Q: These are seven isomers of C2H8AlB. Before I try to explain the order, how large are the effects I should be looking for?

A: A single bond between these atoms is worth some 50 to 100 kcal/mol, as a rough recalled size, but the whole list spans only about 33 kcal/mol at r2SCAN. The exchanges of bonding partners that matter most gain about 9 to 24 kcal/mol each. The part that depends on what the neighbouring bonds are doing is about as large as the smallest of these gains.

That neighbour-dependent part comes to about 9 kcal/mol. Differences near 1 kcal/mol are below what these calculations can order. The ranking is therefore a matter of small differences between large bond energies.

Isomers of C2H8AlB as neutral isolated molecules, one conformer each. The functional energies are closed-shell r2SCAN-D4/def2-SVP single points from Ansatz 0.2.0, without a search for lower SCF states, at geometries optimised with GFN2-xTB in xtb 6.7.1. In the list of atoms and links, the number in brackets labels a heavy atom.

```
structure  energy above the lowest, functional (kcal/mol)  energy above the lowest of its own list, GFN2-xTB (kcal/mol)        heavy atoms with their hydrogens, and links  spin multiplicity
        6                                            0.00                                                         0.000   CH3(1) CH2(2) AlH2(3) BH(4); links 2-3, 1-4, 2-4                  1
        4                                            0.56                                                         8.390   CH2(1) CH3(2) AlH(3) BH2(4); links 1-3, 2-3, 1-4                  1
        2                                           17.59                                                        19.500    CH3(1) CH3(2) AlH2(3) B(4); links 1-4, 2-4, 3-4                  1
        5                                           22.59                                                        16.740    CH2(1) CH3(2) Al(3) BH3(4); links 1-2, 1-3, 3-4                  1
        3                                           24.09                                                         7.590  CH2(1) CH2(2) AlH2(3) BH2(4); links 1-2, 2-3, 1-4                  1
        7                                           30.05                                                        16.180   CH3(1) CH2(2) AlH(3) BH2(4); links 1-2, 2-4, 3-4                  1
        1                                           32.73                                                        19.040   CH3(1) CH2(2) AlH2(3) BH(4); links 1-2, 2-4, 3-4                  1
```

Q: How do I read the structure column, and why is the spread so much smaller than a bond?

A: The number in brackets labels a heavy atom, written with the hydrogens assigned to it, and a link such as 2-3 joins two labelled atoms. Structure 6 is thus CH3-BH-CH2-AlH2. The spin multiplicity 2S+1, with S the total spin, is 1 in each row, so all are treated as singlets by setting. Each isomer has 22 valence electrons and 11 bonds, three between heavy atoms and eight to hydrogen. Going from one isomer to another never loses a bond but only exchanges partners, and that keeps the spread well under one bond energy.

Q: Then which exchanges of partners pay?

A: Take first the five structures in which boron and aluminium each have three neighbours. Structures 6 and 4 have neither a C-C nor a B-Al link, and they lie at the bottom. Structure 2 has a B-Al link and lies at 17.59, structure 3 has a C-C link and lies at 24.09, and structure 1 has both and is highest at 32.73. Over all seven rows, those without a C-C link lie below those with one, with a gap of 5.00 kcal/mol. This much is read directly from the functional column, and it is a pattern, not yet a cause.

Q: It seems odd that a C-C bond should be a penalty. It is a strong bond.

A: It is strong, but the comparison is between pairings of the same atoms. Carbon draws electrons most strongly here and aluminium least, and a bond between unlike atoms gains an ionic contribution on top of the shared-pair part. Joining carbon to carbon spends two electron-attracting valences on each other, and joining boron to aluminium spends two electron-poor ones. Alternating the partners, as in B-C-Al, lets both links be polar. The tight-binding charges of structure 1 have this sense, about +0.31 e on Al, +0.17 e on B and −0.13 e on the carbon bound to boron, although they come from a parametrised method and only illustrate the argument.

Q: Can that argument be given a size without fitting anything?

A: Pauling's rule does it. With D a bond energy and χ an electronegativity, it reads

D(A-B) = ½[D(A-A) + D(B-B)] + (χA − χB)² × 1 eV

Sum this over the bonds of a molecule. Each atom contributes half its homonuclear bond energy once per bond it makes, so if every carbon makes four bonds, boron and aluminium three and hydrogen one, that part is identical for all isomers. What is left is

E = constant − Σ(Δχ)² × 1 eV

With the rough recalled values C 2.5, H 2.2, B 2.0 and Al 1.6, the squares are

C-C 0, B-H 0.04, C-H 0.09, B-Al 0.16, C-B 0.25, Al-H 0.36, C-Al 0.81

and the two ends of the list give

structure 6: 2(0.25) + 0.81 + 5(0.09) + 0.04 + 2(0.36) = 2.52
structure 1: 0 + 0.25 + 0.16 + 5(0.09) + 0.04 + 2(0.36) = 1.62

The difference of 0.90 eV is about 21 kcal/mol, against 32.73 at r2SCAN. The sign is right and the size is roughly two thirds of the calculated gap. Nothing was fitted to any row, though Pauling's electronegativities themselves come from bond energies, so the agreement in sign supports the polarity argument without proving it. The printed output after this text lists the estimate for each structure.

Q: Where does the estimate go wrong?

A: Mostly in the price of the C-C link. The exchange C-C + B-H → C-B + C-H changes the sum of squares from 0.04 to 0.34, which is worth only about 7 kcal/mol, while r2SCAN gives about two to three and a half times that. As a result the estimate puts structure 3 below structure 2, the reverse of the functional order, and it also places 4 several kcal/mol below 6. Raising χ of carbon to 2.6 moves the values by up to 7 kcal/mol and repairs neither order, so the rule tells which way a C-C or B-Al link is exchanged, but not reliably how much that gains.

The rule leaves out the empty p orbital of three-coordinate boron. In structures 1 and 2, whose coordinates I have checked, the angles at boron sum to 360°, so boron is flat and that orbital stands free. A carbon neighbour can feed it from its own σ bonds, which is ordinary hyperconjugation as in a carbocation, whereas a hydrogen neighbour has nothing to offer. The exchange in question replaces a hydrogen on boron by a carbon, so theory argues for a gain beyond polarity. How much of the excess this supplies has not been tested here.

Q: Could better bond energies rescue an additive scheme?

A: No choice of them would fit exactly, and the table shows this. The exchange C-C + B-H → C-B + C-H occurs twice: it lowers the energy by 15.14 from structure 1 to 2 and by 24.09 from 3 to 6. Structures 1 and 6 together contain the same bonds as 2 and 3 together, so with one fixed energy for each type of bond the following sum must vanish:

E1 + E6 − E2 − E3 = 32.73 + 0.00 − 17.59 − 24.09 = −8.95 kcal/mol

GFN2-xTB gives −8.05 for the same sum, so both methods see a neighbour-dependent term of similar size. The sum does not say which of the four structures carries it. My guess is structure 6, where a strongly polar C-Al bond sits on the carbon next to boron and is a better donor to the empty orbital than a C-H bond. Each structure was taken in one conformer, however, and an unfavourable conformer of the flexible structure 3 would shift the sum the same way. So would a hydrogen bridge between boron and aluminium in structure 6, which the list of links can neither show nor exclude.

Q: Structures 5 and 7 have boron with four neighbours and aluminium with two. What are they?

A: They are a different bonding situation and should be kept out of the trend. Both have the C-C and B-Al links of structure 1 but carry more hydrogen on boron. Structure 7 lies 2.68 below structure 1, and structure 5 lies a further 7.46 below 7. Electron-poor hydrides commonly use a spare orbital by letting a hydrogen bridge two atoms in a three-centre two-electron bond, and B-H-Al bridges are possible here. A two-coordinate aluminium that binds boron through its own lone pair would fit the drawn links equally well, and the list does not settle which it is. Pauling's estimate lands almost exactly on structure 5, and this is an accident, because the homonuclear terms no longer cancel when the valences change.

Q: And is 6 really the lowest?

A: Structures 6 and 4 differ by 0.56 and should be treated as a tie, and 5 and 3, at 1.50 apart, are also insecure. The functional energies are single points in a small basis at tight-binding geometries, without zero-point motion, and each of these can move a structure by as much. Some bond types were left out of the search, so a lower isomer may exist. The singlets are closed-shell by construction, and for structures 1 and 2 the stability of the r2SCAN solution was left undecided, with only a minimal-basis Hartree-Fock run confirming a minimum.

Q: GFN2-xTB agrees on the bottom structure but reverses 7 of the 21 pairs. Is that scatter?

A: It follows the bonds. For the C-C exchange, tight binding minus functional is +15.60 and +16.50 in the two occurrences, so tight binding finds far less gain in giving up the C-C link and even leaves structures 1 and 2 nearly level. For B-Al + C-H → C-Al + B-H the two methods differ by only 2 to 3 kcal/mol. These two repetitions are one check, since both follow from the methods agreeing on the four-structure sum.

An independent check is the exchange C-B + Al-H → C-Al + B-H, where the difference is +7.83 from 6 to 4 and +8.02 from 7 to 5. The disagreement thus behaves like fixed offsets in particular bond energies, while the neighbour-dependent part is shared. All four C-C structures come out lower in tight binding than in the functional, measured from structure 6, which is how structure 3 climbs from fifth place to second. Neither column is a reference. For the pair 1 and 2 alone, minimal-basis Hartree-Fock sides with the functional in sign, putting 2 lower by 9.71.

Q: Does any of this matter for making devices?

A: Alkyls and hydrides of aluminium and boron serve as vapour-phase precursors for thin films and for boron doping, where carbon left in the film is a standing concern. Within this formula the functional says that carbon bound to aluminium or boron is energetically well placed, even at the cost of a C-C link. These are energies of isolated molecules, and what a precursor leaves on a surface also depends on barriers and on the co-reactant. A tight-binding screen of such isomers should be ranked again at a higher level when the candidates differ in their bond types.

Numerical output:

```
energies in kcal/mol; table rounding 0.005 per r2SCAN entry, up to 0.02 in a four-row sum
row | C-C C-B C-Al B-Al C-H B-H Al-H | bonds | coordination B, Al | r2SCAN | xTB | xTB-r2SCAN
6 | 0 2 1 0 5 1 2 | 11 | 3 3 | 0.00 | 0.00 | +0.00
4 | 0 1 2 0 5 2 1 | 11 | 3 3 | 0.56 | 8.39 | +7.83
2 | 0 2 0 1 6 0 2 | 11 | 3 3 | 17.59 | 19.50 | +1.91
5 | 1 0 1 1 5 3 0 | 11 | 4 2 | 22.59 | 16.74 | -5.85
3 | 1 1 1 0 4 2 2 | 11 | 3 3 | 24.09 | 7.59 | -16.50
7 | 1 1 0 1 5 2 1 | 11 | 4 2 | 30.05 | 16.18 | -13.87
1 | 1 1 0 1 5 1 2 | 11 | 3 3 | 32.73 | 19.04 | -13.69
order r2SCAN [6, 4, 2, 5, 3, 7, 1]  xTB [6, 3, 4, 7, 5, 1, 2]
pairs ordered differently: 7 of 21 ; span r2SCAN 32.73, xTB 19.50
r2SCAN without C-C 0.00 to 17.59; with C-C 22.59 to 32.73; gap 5.00
close pairs, r2SCAN: 4 minus 6 0.56; 3 minus 5 1.50
swap | bonds lost > gained | dE r2SCAN | dE xTB | xTB-r2SCAN
1>2 | B-H + C-C > C-H + C-B | -15.14 | +0.46 | +15.60
3>6 | B-H + C-C > C-H + C-B | -24.09 | -7.59 | +16.50
1>3 | C-H + B-Al > B-H + C-Al | -8.64 | -11.45 | -2.81
2>6 | C-H + B-Al > B-H + C-Al | -17.59 | -19.50 | -1.91
6>4 | Al-H + C-B > B-H + C-Al | +0.56 | +8.39 | +7.83
7>5 | Al-H + C-B > B-H + C-Al | -7.46 | +0.56 | +8.02
3>4 | Al-H + C-C > C-H + C-Al | -23.53 | +0.80 | +24.33
1>7 | Al-H > B-H | -2.68 | -2.86 | -0.18
E1+E6-E2-E3 (zero if bonds add): r2SCAN -8.95, xTB -8.05
Pauling estimate above row 6, chi(C)=2.5 / 2.6 | estimate minus r2SCAN
row 4: -5.5 / -7.4 | -6.1 / -7.9
row 2: +13.8 / +16.6 | -3.8 / -1.0
row 5: +22.6 / +27.7 | +0.0 / +5.1 (B4, Al2: mean terms do not cancel)
row 3: +6.9 / +11.1 | -17.2 / -13.0
row 7: +28.1 / +35.1 | -1.9 / +5.0 (B4, Al2: mean terms do not cancel)
row 1: +20.8 / +27.7 | -12.0 / -5.1
row 1 minus row 2 from total energies, r2SCAN-D4: +15.14
row 1 minus row 2 from total energies, xTB: -0.46
row 1 minus row 2 from total energies, HF/STO-3G: +9.71
row 1 minus row 2 from total energies, D4 part: -0.02
row 1: B-Al 2.10 A, B-C 1.58 A, angle sum at B 360, at Al 360 deg
row 2: B-Al 2.09 A, B-C 1.58 A, angle sum at B 360, at Al 360 deg
```
